# Long-range charge transfer in ensemble DFT: s² donors and C60

A neutral closed-shell donor D and acceptor A sit at centre-to-centre distance $R$, with nuclei fixed and $T=0$ K. $I$ and $A$ are vertical ionisation energies and affinities, and $k=e^2/4\pi\varepsilon_0=14.40$ eV Å. Isolated-fragment potentials vanish at infinity.

## The exact relation

The Gross–Oliveira–Kohn (GOK, 1988) ensemble gives weight $1-w$ to the ground state and shares $w$ equally among the $g$ lowest excited states, of mean excitation energy $\omega$. For an s² atom and C60 (threefold $t_{1u}$ LUMO) the charge-transfer (CT) multiplet has $g=2\times2\times3=12$ states, and the Kohn–Sham (KS) system has as many CT determinants. The energy is linear in $w$:

$$E^w=E_0+w\,\omega=\min_n\Big\{T_s^w[n]+\int v\,n+E_{Hxc}^w[n]\Big\}.$$

Stationarity in $n$ leaves only explicit weight derivatives. Since $T_s^w[n]=\max_{v_s}\{\mathcal E_s^w[v_s]-\int v_s n\}$, with $\mathcal E_s^w$ the non-interacting ensemble energy, $\partial T_s^w/\partial w$ is the mean KS excitation energy. Let $w\to0$ at fixed $R$. That energy then tends to its value $G_s$ in the ground-state potential of the pair:

$$\mathcal D\equiv\left.\frac{\partial E^w_{Hxc}[n]}{\partial w}\right|_{n_0,\,w\to0}=\omega-G_s .$$

$R$ grows only afterwards. In the opposite order the acceptor holds $N_A+w$ electrons and its potential can carry the discontinuity itself.

## The two sides at large $R$

**Interacting side.** D⁺ is an S state, and the multiplet-averaged C60⁻ density is icosahedral, with no multipole between the charge and $l=6$. Singlet and triplet merge as the overlap vanishes. Hence

$$\omega=I_D-A_A-\frac kR-\frac{k(\alpha_{D^+}+\alpha_{A^-})}{2R^4}+\dots$$

with polarisability volumes $\alpha$.

**KS side.** The exact HOMO energy of an isolated fragment is $-I$. With $G_A$ the KS gap of neutral A, the derivative discontinuity (Perdew, Parr, Levy and Balduz, 1982) is $\Delta_{xc}=I_A-A_A-G_A$, so $\varepsilon_L^A=-A_A-\Delta_{xc}$. In the pair, the density near each fragment fixes the potential there only up to a constant. Call $S$ the shift of the acceptor levels relative to the donor levels. For the CT determinants

$$G_s=G_0+S,\qquad G_0=I_D-A_A-\Delta_{xc},\qquad \boxed{\mathcal D=\Delta_{xc}-\frac kR-S}$$

up to $O(R^{-4})$. The familiar form $\Delta_{xc}-k/R$ is the case $S=0$. Two regimes fix $S$.

**$G_0>0$: tail matching.** Where the tail of one fragment dominates the density, the potential is that fragment's $-k/r$ plus its constant. A leftover step at the crossover of the two tails would push tail charge across it, so the branches must join there: $S=k/r_A-k/r_D$. This is a leading-order argument, not a proof; the Krieger–Li–Iafrate exchange potential gives the same condition, averaged with weight $n_An_D/n$. Densities decay as $e^{-2\kappa r}$ with $\kappa\propto\sqrt I$, so on the axis $\kappa_Dr_D=\kappa_Ar_A$ and $r_D+r_A=R$, giving

$$S\simeq\gamma\frac kR,\qquad\gamma=\frac{I_A-I_D}{\sqrt{I_AI_D}} .$$

Thus $\mathcal D\to\Delta_{xc}$, with $1/R$ coefficient $c=1+\gamma$. The value of $\gamma$ ignores fragment size and needs $R$ far beyond the cage radius (approximately 3.5 Å).

**$G_0<0$: alignment.** The unshifted acceptor LUMO would lie below the donor HOMO, and filling it would give the wrong density. If the density has a single-determinant KS ground state, $G_s\ge0$ forces $S\ge-G_0$. The HOMO of the pair must stay at $-I_D$, so $S\le I_A-I_D$, i.e. $G_s\le G_A$. Heuristically the lower edge is reached. The step pushes tail charge toward D, and only HOMO–LUMO mixing, of order $t^2/G_s^2$, returns it; the squared hopping $t^2$ decays faster with $R$ than the crossover density, so $G_s$ must be exponentially small. Then $\mathcal D\simeq\omega$ and $c=1$.

Both regimes combine, with $\omega_\infty=I_D-A_A$, into

$$\mathcal D\simeq\mathcal D_\infty-c\,\frac kR,\qquad \mathcal D_\infty=\min(\Delta_{xc},\,\omega_\infty).$$

## Which state carries the weight

GOK pairs interacting and KS states by energy order. The single-weight ensemble targets CT only while CT lies below the lowest local excitation $E_{loc}$, i.e. for $R<R_{loc}=k/(\omega_\infty-E_{loc})$. Beyond that, the local states must be included. With weight $w$ on each of the $M$ lowest excited states the derivative is $\sum_J(\omega_J-\omega_J^s)$, whatever the pairing. Each CT state contributes $\mathcal D$ to it, provided both sets contain the same CT configurations. Read the asymptotic columns below in this sense.

## Comparison

Inputs are approximate typical values. C60: $I_A\approx7.6$ eV, $A_A\approx2.7$ eV (taken as vertical), lowest triplet $\approx1.6$ eV. The exact KS gap of C60 is unknown; we assume $G_A=1.7$ eV, typical of semilocal functionals. Then $I_A-A_A=4.9$ eV, $\Delta_{xc}=3.2$ eV and $\varepsilon_L^A=-5.9$ eV. The lowest atomic excitations are approximately 1.1 (Ba), 1.8 (Sr), 1.9 (Ca), 2.7 (Mg) and 4.0 eV (Zn), so $E_{loc}=1.1$ eV for Ba and 1.6 eV otherwise. For Zn we also assume a donor KS gap above $I_D-I_A=1.8$ eV, so that no reverse alignment occurs.

Model values, energies in eV, polarisation omitted; $k/R=1.60$ eV at 9 Å:

| D | $I_D$ | $\omega_\infty$ | $G_0$ | $\mathcal D_\infty$ | $c$ | $\mathcal D_\infty/\omega_\infty$ | $R_{loc}$ (Å) | $\omega$(9 Å) |
|---|---|---|---|---|---|---|---|---|
| Ba | 5.2 | 2.5 | −0.7 | 2.5 | 1 | 100 % | 10 | 0.9 |
| Sr | 5.7 | 3.0 | −0.2 | 3.0 | 1 | 100 % | 10 | 1.4 |
| Ca | 6.1 | 3.4 | 0.2 | 3.2 | 1.2 | 94 % | 8.0 | 1.8 |
| Mg | 7.6 | 4.9 | 1.7 | 3.2 | 1.0 | 65 % | 4.4 | 3.3 |
| Zn | 9.4 | 6.7 | 3.5 | 3.2 | 0.8 | 48 % | 2.8 | 5.1 |

## Reading the trend

- **Hard donors (Ca, Mg, Zn).** $I_D$ enters $\omega$ and $G_0$ alike and cancels. $\mathcal D_\infty$ is a property of the acceptor alone, and its share of $\omega_\infty$ falls as $I_D$ rises. The donor survives only in $c$, which exceeds 1 for $I_D<I_A$ and falls below 1 for $I_D>I_A$. With these rounded inputs Mg has $I_D=I_A$, the one row where $\Delta_{xc}-k/R$ holds through order $1/R$.
- **Soft donors (Ba, Sr).** Below the threshold $I_D=I_A-G_A=5.9$ eV the KS gap closes, and the weight derivative supplies the whole excitation energy, rising one-to-one with $I_D$.
- **Sensitivity.** The threshold rests on the assumed $G_A$. It moves to 5.7 eV for $G_A=1.9$ eV and to 6.1 eV for $G_A=1.5$ eV, which puts Sr or Ca on the boundary. Their regime is undecided; Ba is safely aligned as $R\to\infty$.
- **Competing conditions.** $G_0>0$ together with $\omega<E_{loc}$ requires $\Delta_{xc}-k/R<E_{loc}$, i.e. $R<9$ Å for $E_{loc}=1.6$ eV. For Mg and Zn, $R_{loc}$ lies at or inside the cage, so CT is never the lowest excitation of the separated pair.

## What a weight-independent functional gives

Setting $E^w_{Hxc}[n]\approx E_{Hxc}[n]$ makes $\mathcal D=0$, so $\omega$ equals the KS gap. Even the exact ground-state functional then returns $G_s$ as $w\to0$ and misses the share $\mathcal D_\infty/\omega_\infty$ in the table.

The attraction is lost for an electrostatic reason. The ensemble density carries charges $+w$ on D and $-w$ on A, so nuclear, external and Hartree terms between the fragments add up to $-w^2k/R$. A semilocal xc functional adds no long-range term. The exact ensemble energy contains $-wk/R$, because only the CT members are ionic, with full charges. The missing piece is $-w(1-w)k/R$, with slope $-k/R$ at $w=0$, where the slope of $-w^2k/R$ vanishes.

## Ba–C60 at 9 Å

Here CT is the lowest multiplet in the model, since 0.9 eV is below 1.1 eV, and the single-weight ensemble applies. KS excitation energies are non-negative, so $\mathcal D\le\omega=0.9$ eV, independent of any estimate of $S$. The unshifted formula would demand $\Delta_{xc}-k/R=1.6$ eV, which violates this bound; the exact potential must lift the C60 levels by at least 0.7 eV. For Sr the bound is 1.4 eV and the minimum lift 0.2 eV.

The leading neglected term, with approximate $\alpha_{\mathrm{Ba}^+}\approx18$ Å³ and $\alpha_{A^-}\approx80$ Å³ (the typical neutral C60 value), lowers $\omega$ and the bound by 0.1 eV at 9 Å. It matters more at short range. The neutral–ionic crossing $\omega=0$ lies at $k/\omega_\infty=5.8$ Å without it and at 6.7 Å with it, where overlap and higher multipoles are no longer small. Inside the crossing the ground state is ionic and the neutral-pair analysis fails. All these numbers belong to the isolated-pair model; a film or substrate would screen both $I_D-A_A$ and the attraction.